**Q:** How far apart must two rotamers lie before one clearly wins at room temperature?

**A:** The thermal energy $RT$ is about 0.6 kcal/mol, and a difference of 1 kcal/mol changes the ratio of two populations by a factor of about five. An error of that size is quite possible for DFT with a small basis, used on geometries from a cheaper method. A gap well below 1 kcal/mol therefore names a favourite, but not a safe winner.

**Q:** Which rotamer of this fluorodisilane is the favourite?

**A:** Conformer 1, but only just.

Conformers of neutral singlet `CO[Si@H](O)[Si@H](C)F`, computed with PySCF 2.14.0 and tblite 0.8.0. DFT energies are B3LYP-D3(BJ)/def2-SVP in water on GFN2-xTB geometries; free energies and weights add GFN2-xTB thermal terms at 298.15 K. Torsions are C1–O2–Si3–Si5, Si5–Si3–O4–H4 and O2–Si3–Si5–F7, with atoms numbered along the SMILES and H4 on O4.

```
number  torsions in degrees  GFN2-xTB energy above its lowest (kcal/mol)  DFT energy above the lowest (kcal/mol)  free energy above the lowest (kcal/mol)  weight (%)  dipole (D)
     1        (-32,175,-54)                                        2.360                                   0.000                                    0.000       45.40       3.260
     2       (-174,42,-175)                                        1.250                                   0.280                                    0.220       31.40       3.110
     3         (62,158,-72)                                        0.230                                   0.620                                    0.690       14.20       2.230
     4       (-50,176,-147)                                        1.920                                   1.170                                    1.250        5.60       3.570
     5        (-68,-57,175)                                        1.770                                   1.630                                    1.800        2.20       1.190
     6       (-168,-61,177)                                        0.000                                   1.790                                    2.130        1.20       1.530
```

Conformer 2 lies 0.22 kcal/mol higher in free energy, and the two hold about 45 % and 31 % of the population. That is a tie within the error of the method. The free energy adds thermal terms from GFN2-xTB to the DFT energy, and these leave the order of the six unchanged.

**Q:** Do the low conformers have something in common?

**A:** One silicon carries both a hydroxy and a methoxy group, and the clearest pattern lies in how the O–H bond is turned. The listed torsions, combined with the handedness of that silicon and ideal spacing of its bonds, give the angle between the hydroxyl hydrogen and the methoxy oxygen; the printed output below lists it. In conformers 1 to 4 the two are gauche, on neighbouring sides. In 5 and 6, the highest in DFT, they are anti, on opposite sides. Conformers 2 and 6 differ almost only in this turn, and the anti form lies 1.51 kcal/mol higher.

**Q:** Why should silicon care which way a hydrogen points?

**A:** The standard explanation is the anomeric effect. The hydroxyl oxygen has a lone pair that stands upright on the Si–O–H plane. If the hydrogen is anti to the methoxy group, the Si–OMe bond lies in that plane, and the lone pair can't overlap with its antibonding orbital. If the hydrogen is gauche, the bond leaves the plane, and the lone pair can donate into the orbital and lower the energy.

Methanediol, HO–CH₂–OH, is the simplest model: each O–H bond there prefers to be gauche to the other oxygen, and lone-pair donation is the usual explanation there too, though electrostatic forces may share in it. The comparison covers the direction of the preference but not its size, since bonds to silicon are longer and methanediol has no polar Si–F bond nearby. For the disilane this cause is argued from theory; the energies alone don't prove it.

**Q:** Couldn't the water be doing the work instead?

**A:** It could do a good part of it, because conformer 2 is also much more polar than conformer 6. A simple model puts the dipole moment $\mu$ in a spherical cavity of radius $a$. The dipole polarises the solvent, which lowers the energy by $f\mu^2/a^3$, with $f\approx0.49$ for water. With a rough radius of 3.8 Å, and 1 D²/Å³ worth about 14.4 kcal/mol, conformer 2 gains over conformer 6

$$
0.49\times\frac{3.11^2-1.53^2}{3.8^3}\times 14.4\ \text{kcal/mol}\approx 1\ \text{kcal/mol}.
$$

This is good only to an order of magnitude, but it is comparable with the gap to be explained. Lone-pair donation and solvent would both favour conformer 2. DFT energies without solvent would show the solvent's share, but what remained could still hold other effects besides lone-pair donation.

**Q:** Do these two causes explain the whole order?

**A:** No, conformer 4 resists both. Its oxygen groups are both turned gauche and it has the largest dipole, yet it lies 1.17 kcal/mol above conformer 1. It is even higher than conformer 3, whose methoxy carbon is anti to the hydroxyl oxygen. Conformer 4 differs from conformer 1 mainly in the turn of the fluorine, so that position matters too.

**Q:** How safe is the preference for the gauche O–H?

**A:** It is safer than the choice between conformers 1 and 2. Within this set, the anti group would have to gain about 2 kcal/mol to match the population of the gauche group. The preference does depend on trusting DFT, though: GFN2-xTB puts conformer 6 below conformer 2 by 1.25 kcal/mol. The settings of the run list water for the DFT energies but not for GFN2-xTB, so part of this disagreement may come from the solvent rather than the method. DFT is usually the better judge of such energies, but no higher level confirms it here.

**Q:** What could reverse the order?

**A:** For conformers 1 and 2, a relative shift of little more than 0.2 kcal/mol is enough, and a larger basis or DFT geometries could supply it. A less polar solvent would weaken the advantage of the polar conformers. By the rough cavity estimate, the less polar conformer 3 could come close to conformer 1 in the gas phase, where the solvation is lost altogether. Hydrogen bonds to individual water molecules, which a continuum solvent leaves out, could also shift the balance.

The winner might also lie outside the six. The search found a seventh minimum only 0.07 kcal/mol above conformer 1 in GFN2-xTB, and another rotamer may have been lost during optimisation. The search also stopped at 2.5 kcal/mol in GFN2-xTB. Conformer 1, the favourite in DFT, lies only just inside that limit, so rotamers beyond it could compete as well. If the seventh matched conformer 1 in free energy, it would take about 31 % of the population. The weights are therefore shares among these six conformers, not a final census.

Output of the analysis:

```
Angles without sign (degrees) and change of relative energy (kcal/mol):
  row  H-O-Si-OMe  C-O-Si-OH  HO-Si-Si-F  DFT less GFN2
    1          55         88         174          -2.36
    2          78         54          65          -0.97
    3          38        178         168           0.39
    4          56         70          93          -0.75
    5         177         52          55          -0.14
    6         179         48          57           1.79
Free energy of conformer 2 above 1 (kcal/mol): 0.22
Weight of conformer 1 over weight of 2: 1.446
Conformers within 1 kcal/mol of the lowest free energy: 3
Factor in a population ratio from an error of 1 kcal/mol: 5.408
Largest change by free-energy terms (kcal/mol): 0.34
Rank correlation of GFN2 and DFT energies: -0.5429
DFT energy of conformer 6 less 2 (kcal/mol): 1.51
GFN2 energy of conformer 6 less 2 (kcal/mol): -1.25
Dipole of conformer 2 less 6 (D): 1.58
Total weight with OH hydrogen gauche to OMe (%): 96.6
Total weight with OH hydrogen anti to OMe (%): 3.4
Free-energy gap between these two groups (kcal/mol): 1.983
Rough extra solvent stabilisation of 2 over 6, order of magnitude (kcal/mol): 0.9587
Rough extra solvent stabilisation of 1 over 3, order of magnitude (kcal/mol): 0.7395
Dropped seventh minimum above conformer 1 in GFN2 (kcal/mol): 0.067
Weight of the seventh if its free energy equalled that of conformer 1 (%): 31.22
```
